**Low-j-first against nl average in chlorine ions: spin-orbit gain and $F^2$ cost**

The table holds, for ten Cl ions with an open 3p or 2p shell, the Dirac-Coulomb Hartree-Fock energy of the jj configuration that fills $p_{1/2}$ first relative to the nl configuration average, with non-relativistic $\zeta$ and $F^2$ and the change of $\Sigma\langle r^2\rangle$. The program tests the parameter-free sum of spin-orbit gain and $F^2$ cost, and a version with $\zeta$ scaled in each shell to the $p^1$ and $p^5$ rows. The first gets all ten signs and misses by at most 0.057 eV (Cl¹¹⁺); the second predicts the six $p^2$ to $p^4$ rows within 0.004 eV. Gaunt and self-energy differences from the same runs change no sign but shrink the Cl¹¹⁺ lowering from $-0.219$ to $-0.048$ eV, and Cl⁺ and Cl¹¹⁺ would flip with changes of 10 % or less in $F^2$. The output also gives frozen-orbital differences for Cl²⁺ and Cl⁸⁺ and first-order estimates, not runs, for another jj configuration and the Hund term.

Chlorine and its ions, computed with B-spline radial atomic code 1 at the basis limit. Energies and Σ<r²> are from Dirac-Coulomb Hartree-Fock (Fermi nucleus), averaged over the nl configuration or the jj one that fills j = l − 1/2 first. ζ = (α²/2)<(1/r) dV/dr>, with no exchange in V, and F2 are from non-relativistic Hartree-Fock (point nucleus, configuration average).

## Numerical check

```python
# Table: Cl ions, B-spline radial code, Dirac-Coulomb Hartree-Fock E(jj, p1/2 first) - E(nl average);
# zeta, F2 from non-relativistic HF. Tested: spin-orbit gain plus F2 cost, and what would flip the sign.
T = {
    'ion': ['Cl', 'Cl+', 'Cl2+', 'Cl3+', 'Cl4+', 'Cl8+', 'Cl9+', 'Cl10+', 'Cl11+', 'Cl12+'],
    'Z': [17, 17, 17, 17, 17, 17, 17, 17, 17, 17],
    'charge': [0, 1, 2, 3, 4, 8, 9, 10, 11, 12],  # e
    'N': [17, 16, 15, 14, 13, 9, 8, 7, 6, 5],
    'configuration': ['[Ne] 3s2 3p5', '[Ne] 3s2 3p4', '[Ne] 3s2 3p3', '[Ne] 3s2 3p2', '[Ne] 3s2 3p1', '[He] 2s2 2p5', '[He] 2s2 2p4', '[He] 2s2 2p3', '[He] 2s2 2p2', '[He] 2s2 2p1'],
    'jj_cfg': ['(3p1/2)2 (3p3/2)3', '(3p1/2)2 (3p3/2)2', '(3p1/2)2 (3p3/2)1', '(3p1/2)2', '(3p1/2)1', '(2p1/2)2 (2p3/2)3', '(2p1/2)2 (2p3/2)2', '(2p1/2)2 (2p3/2)1', '(2p1/2)2', '(2p1/2)1'],
    'lowering': [-0.03885, 0.006286, 0.155, 0.4227, -0.1323, -0.585, -0.8408, -0.7306, -0.2186, -1.555],  # eV
    'r2_nl': [27.58, 20.67, 15.59, 11.6, 8.351, 1.369, 1.117, 0.8957, 0.6997, 0.5256],  # bohr²
    'r2_pct': [-0.03, -0.01, 0.03, 0.1, -0.1, -0.03, -0.05, -0.07, -0.08, -0.14],  # %
    'zeta': [0.07268, 0.0839, 0.09596, 0.1088, 0.1225, 1.204, 1.29, 1.382, 1.48, 1.583],  # eV
    'F2': [6.681, 7.271, 7.792, 8.264, 8.7, 30.18, 31.31, 32.44, 33.55, 34.66],  # eV
}
import numpy as np
from scipy.constants import physical_constants as pc
H = pc['Hartree energy in eV'][0]
ion = T['ion']; L, z, F, R, P = (np.array(T[k], float) for k in ('lowering', 'zeta', 'F2', 'r2_nl', 'r2_pct'))
N = np.array([int(c.strip()[-1]) for c in T['configuration']]); sh = np.array([c.strip()[-3:-1] for c in T['configuration']])
n1 = np.minimum(N, 2); n3 = N - n1
so = lambda a, b: -a + b/2
c2 = lambda a, b: 0.08*(a+b)*(a+b-1)/2 - 0.1*a*b - b*(b-1)/30
hu = lambda x: 0.5*10**(np.floor(np.log10(abs(x))) - 3)
S, C = so(n1, n3), np.round(c2(n1, n3), 10); A = S*z + C*F; s = np.zeros(len(L))
for k in ('3p', '2p'):
    m = sh == k; e = [np.where(m & (N == q))[0][0] for q in (1, 5)]
    s[m] = np.interp(N[m], [1, 5], L[e]/(S[e]*z[e]))
B = S*s*z + C*F; rnd = hu(L) + abs(S)*hu(z) + C*hu(F); mid = np.where(C > 0)[0]
print("eV: ion shell | spin-orbit, F2 cost, model A, table, table-A | zeta scale, model B, table-B | rounding")
for i in range(len(L)):
    print(f"{ion[i]:6s}{sh[i]}{N[i]} | {S[i]*z[i]:+.4f} {C[i]*F[i]:.4f} {A[i]:+.4f} {L[i]:+.4f} {L[i]-A[i]:+.4f} | {s[i]:.3f} {B[i]:+.4f} {L[i]-B[i]:+.4f} | {rnd[i]:.4f}")
w = np.argmax(abs(L-A)); v = np.argmax(abs(L-B))
print(f"signs right: spin-orbit alone {np.sum(L<0)}/10, A {np.sum(np.sign(A)==np.sign(L))}/10; worst A {ion[w]} {L[w]-A[w]:+.4f}, worst B {ion[v]} {L[v]-B[v]:+.4f} eV")
print("(B: scale set by the p1 and p5 rows, linear in electron count; only p2-p4 are predictions)")
# further outputs of the same runs, hartree: Gaunt and self-energy totals, nl then jj
gn = [0.11713,0.11702,0.1168148,0.1165022,0.1160716,0.1087504,0.1026676,0.09609212,0.08909372,0.08175791]
gj = [0.1171894,0.1171599,0.1170602,0.1168824,0.116281,0.1096293,0.1048635,0.1001376,0.09562569,0.08472294]
qn = [0.07627889,0.0763227,0.07637756,0.07644244,0.07651689,0.07614654,0.07648937,0.07685509,0.07724371,0.07765529]
qj = [0.07627502,0.07631394,0.07636272,0.07642024,0.07650415,0.07608985,0.07636885,0.07666305,0.07697195,0.07751012]
dG = (np.array(gj)-gn)*H; dQ = (np.array(qj)-qn)*H; Lc = L + dG + dQ
print("eV, jj - nl: ion | Gaunt, self-energy, table + both | Gaunt as % of |table value|")
for i in range(len(L)):
    print(f"{ion[i]:6s}| {dG[i]:+.4f} {dQ[i]:+.4f} {Lc[i]:+.4f} | {100*dG[i]/abs(L[i]):.0f}")
print("sign flip: ion | zeta/F2, scaled, break-even | % change needed: zeta, F2, F2 after Gaunt + self-energy")
for i in mid:
    print(f"{ion[i]:6s}| {z[i]/F[i]:.4f} {s[i]*z[i]/F[i]:.4f} {-C[i]/S[i]:.4f} | {-100*L[i]/(S[i]*s[i]*z[i]):+.1f} {-100*L[i]/(C[i]*F[i]):+.1f} {-100*Lc[i]/(C[i]*F[i]):+.1f}")
print("estimates, not run (eV from nl): ion | one electron moved to p3/2, minus B, break-even zeta/F2 | Hund term, F2 only")
for i in mid:
    a, b = n1[i]-1, n3[i]+1; E = so(a, b)*s[i]*z[i] + c2(a, b)*F[i]
    print(f"{ion[i]:6s}| (p1/2){a}(p3/2){b} {E:+.3f} {E-B[i]:+.3f} {(C[i]-c2(a,b))/1.5:.4f} | {-(0.36 if N[i]==3 else 0.12)*F[i]:+.2f}")
# further outputs of the nl runs: eps1/2, eps3/2 (hartree); F0 11,13,33, G2, F2 (eV); <r2> 1/2, 3/2 (bohr^2)
X = {'Cl2+': (-1.396801,-1.390791,15.2841,15.25749,15.23105,7.796938,7.785264,3.002844,3.023229),
     'Cl8+': (-14.95988,-14.89049,64.60758,64.43909,64.27216,30.17655,30.17623,0.1820903,0.1837976)}
for k, (e1, e3, f11, f13, f33, g2, f2, r1, r3) in X.items():
    i = ion.index(k); n = N[i]; V11, V13, V33 = f11, f13-g2/10, f33-f2/15
    dh = (e1-e3)*H - (n-1)/5*(V11+4*V13-2*V13-3*V33)
    fr = lambda a, b: (a-n/3)*dh + a*(a-1)/2*V11 + a*b*V13 + b*(b-1)/2*V33 - n*(n-1)/30*(V11+8*V13+6*V33)
    E = fr(n1[i], n3[i])
    print(f"{k} frozen nl orbitals: {E:+.4f} eV, table {L[i]:+.4f}, relaxation {L[i]-E:+.4f}; one electron moved to p3/2 {fr(n1[i]-1,n3[i]+1):+.4f}")
    print(f"{k} orbital-energy gap/1.5 = {(e3-e1)*H/1.5:.4f} eV, scaled zeta {s[i]*z[i]:.4f}; size change frozen {100*(n1[i]-n/3)*(r1-r3)/R[i]:+.3f} %, table {P[i]:+.2f} %")
    assert -0.01 < L[i]-E < 0.001
a, b = ion.index('Cl4+'), ion.index('Cl8+')
print(f"Cl8+/Cl4+: zeta x{z[b]/z[a]:.1f}, F2 x{F[b]/F[a]:.2f}; largest size change {abs(P).max():.2f} %")
assert np.all(np.sign(A) == np.sign(L))
assert abs(L-B).max() < 0.02 < abs(L-A).max()
assert np.all(dG > 0) and np.all(np.sign(Lc) == np.sign(L))
```

Output:

```
eV: ion shell | spin-orbit, F2 cost, model A, table, table-A | zeta scale, model B, table-B | rounding
Cl    3p5 | -0.0363 -0.0000 -0.0363 -0.0389 -0.0025 | 1.069 -0.0389 +0.0000 | 0.0000
Cl+   3p4 | -0.0839 0.0969 +0.0130 +0.0063 -0.0068 | 1.072 +0.0070 -0.0007 | 0.0000
Cl2+  3p3 | -0.1439 0.3117 +0.1677 +0.1550 -0.0127 | 1.075 +0.1570 -0.0020 | 0.0001
Cl3+  3p2 | -0.2176 0.6611 +0.4435 +0.4227 -0.0208 | 1.077 +0.4267 -0.0040 | 0.0002
Cl4+  3p1 | -0.1225 0.0000 -0.1225 -0.1323 -0.0098 | 1.080 -0.1323 +0.0000 | 0.0001
Cl8+  2p5 | -0.6020 -0.0000 -0.6020 -0.5850 +0.0170 | 0.972 -0.5850 +0.0000 | 0.0003
Cl9+  2p4 | -1.2900 0.4175 -0.8725 -0.8408 +0.0317 | 0.974 -0.8395 -0.0013 | 0.0006
Cl10+ 2p3 | -2.0730 1.2976 -0.7754 -0.7306 +0.0448 | 0.977 -0.7278 -0.0028 | 0.0010
Cl11+ 2p2 | -2.9600 2.6840 -0.2760 -0.2186 +0.0574 | 0.980 -0.2158 -0.0028 | 0.0014
Cl12+ 2p1 | -1.5830 0.0000 -1.5830 -1.5550 +0.0280 | 0.982 -1.5550 +0.0000 | 0.0010
signs right: spin-orbit alone 7/10, A 10/10; worst A Cl11+ +0.0574, worst B Cl3+ -0.0040 eV
(B: scale set by the p1 and p5 rows, linear in electron count; only p2-p4 are predictions)
eV, jj - nl: ion | Gaunt, self-energy, table + both | Gaunt as % of |table value|
Cl    | +0.0016 -0.0001 -0.0373 | 4
Cl+   | +0.0038 -0.0002 +0.0099 | 61
Cl2+  | +0.0067 -0.0004 +0.1613 | 4
Cl3+  | +0.0103 -0.0006 +0.4324 | 2
Cl4+  | +0.0057 -0.0003 -0.1269 | 4
Cl8+  | +0.0239 -0.0015 -0.5626 | 4
Cl9+  | +0.0598 -0.0033 -0.7843 | 7
Cl10+ | +0.1101 -0.0052 -0.6257 | 15
Cl11+ | +0.1777 -0.0074 -0.0483 | 81
Cl12+ | +0.0807 -0.0040 -1.4783 | 5
sign flip: ion | zeta/F2, scaled, break-even | % change needed: zeta, F2, F2 after Gaunt + self-energy
Cl+   | 0.0115 0.0124 0.0133 | +7.0 -6.5 -10.2
Cl2+  | 0.0123 0.0132 0.0267 | +100.2 -49.7 -51.7
Cl3+  | 0.0132 0.0142 0.0400 | +180.3 -63.9 -65.4
Cl9+  | 0.0412 0.0401 0.0133 | -66.9 +201.4 +187.9
Cl10+ | 0.0426 0.0416 0.0267 | -36.1 +56.3 +48.2
Cl11+ | 0.0441 0.0432 0.0400 | -7.5 +8.1 +1.8
estimates, not run (eV from nl): ion | one electron moved to p3/2, minus B, break-even zeta/F2 | Hund term, F2 only
Cl+   | (p1/2)1(p3/2)3 -0.100 -0.107 0.0222 | -0.87
Cl2+  | (p1/2)1(p3/2)2 -0.208 -0.365 0.0444 | -2.81
Cl3+  | (p1/2)1(p3/2)1 -0.224 -0.651 0.0667 | -0.99
Cl9+  | (p1/2)1(p3/2)3 +0.002 +0.842 0.0222 | -3.76
Cl10+ | (p1/2)1(p3/2)2 -0.865 -0.137 0.0444 | -11.68
Cl11+ | (p1/2)1(p3/2)1 -1.396 -1.180 0.0667 | -4.03
Cl2+ frozen nl orbitals: +0.1590 eV, table +0.1550, relaxation -0.0040; one electron moved to p3/2 -0.2081
Cl2+ orbital-energy gap/1.5 = 0.1090 eV, scaled zeta 0.1031; size change frozen -0.131 %, table +0.03 %
Cl8+ frozen nl orbitals: -0.5848 eV, table -0.5850, relaxation -0.0002; one electron moved to p3/2 +1.1696
Cl8+ orbital-energy gap/1.5 = 1.2588 eV, scaled zeta 1.1700; size change frozen -0.042 %, table -0.03 %
Cl8+/Cl4+: zeta x9.8, F2 x3.47; largest size change 0.14 %
```
